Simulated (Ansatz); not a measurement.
**Abstraction of H: HNCO + C2HF2 → NCO + C2H2F2**

Species: HNCO (isocyanic acid) `N=C=O`, singlet; C2HF2 `F/[C]=C\F`, doublet; NCO (nco radical) `[N]=C=O`, doublet; C2H2F2 (1,2-difluoroethene) `F/C=C/F`, singlet. A radical takes H: the energy is the difference in strength between the N–H bond broken and the C–H bond made.

Shapes, held fixed at every level: PBE0-D4/def2-TZVP. Programs: Ansatz 0.2.0. The zero-point and thermal change to 298 K, harmonic and unscaled (PBE0-D4/def2-TZVP), is +1.4 kJ/mol.

Q: Estimate ΔH(298 K) of this reaction.

A: B2PLYP/def2-TZVPP gives ΔH(298 K) = -13.5 kJ/mol; the levels span -27.3 to +14.3. They disagree on the sign: 1 of 7 are positive. The median of the levels is -13.5. No measured value is set beside it here. Spin contamination: C2HF2 (⟨S²⟩ up to 0.94), NCO (⟨S²⟩ up to 0.84). Open shells run unrestricted unless RO is named. Times are processor times on shared x86 and Arm servers, and rough.

```tsv
level	kind	ΔH(298 K) (kJ/mol)	CPU time (sum over the molecules)
HF/def2-TZVPP	Hartree–Fock	-27.3	–
SPW92/def2-TZVPP	LDA	+14.3	10 s
PBE-D4/def2-TZVPP	GGA	-3.7	33 s
B3LYP-D4/def2-TZVPP	global hybrid	-16.8	35 s
PBE0-D4/def2-TZVPP	global hybrid	-8.0	16 s
wB97X-V/def2-TZVPP	range-separated hybrid	-21.3	46 s
B2PLYP/def2-TZVPP	double hybrid	-13.5	24 s
```

Hydrogen transfer from HNCO to the difluorovinyl radical comes out mildly exothermic, at -13.5 kJ/mol with B2PLYP, so the C–H bond formed is slightly stronger than the N–H bond broken. Both bonds are strong. The vinylic radical keeps its unpaired electron in a σ orbital with considerable s character, which the π system can barely stabilise, and the fluorine on the radical carbon probably adds to that s character. NCO is a π radical with its spin shared between nitrogen and oxygen, which offsets part of the cost of breaking a strong N–H bond.

Only LDA reverses the sign, and its known overbinding makes it a weak argument against exothermicity. The shifts don't simply follow the share of exact exchange: B3LYP is more exothermic than PBE0 despite containing less, and probably reflect unequal errors in the correlation energy of the two bonds. The results therefore favour an exothermic reaction but don't fix its magnitude closely, and they don't show whether abstraction outpaces addition of the radical to HNCO.
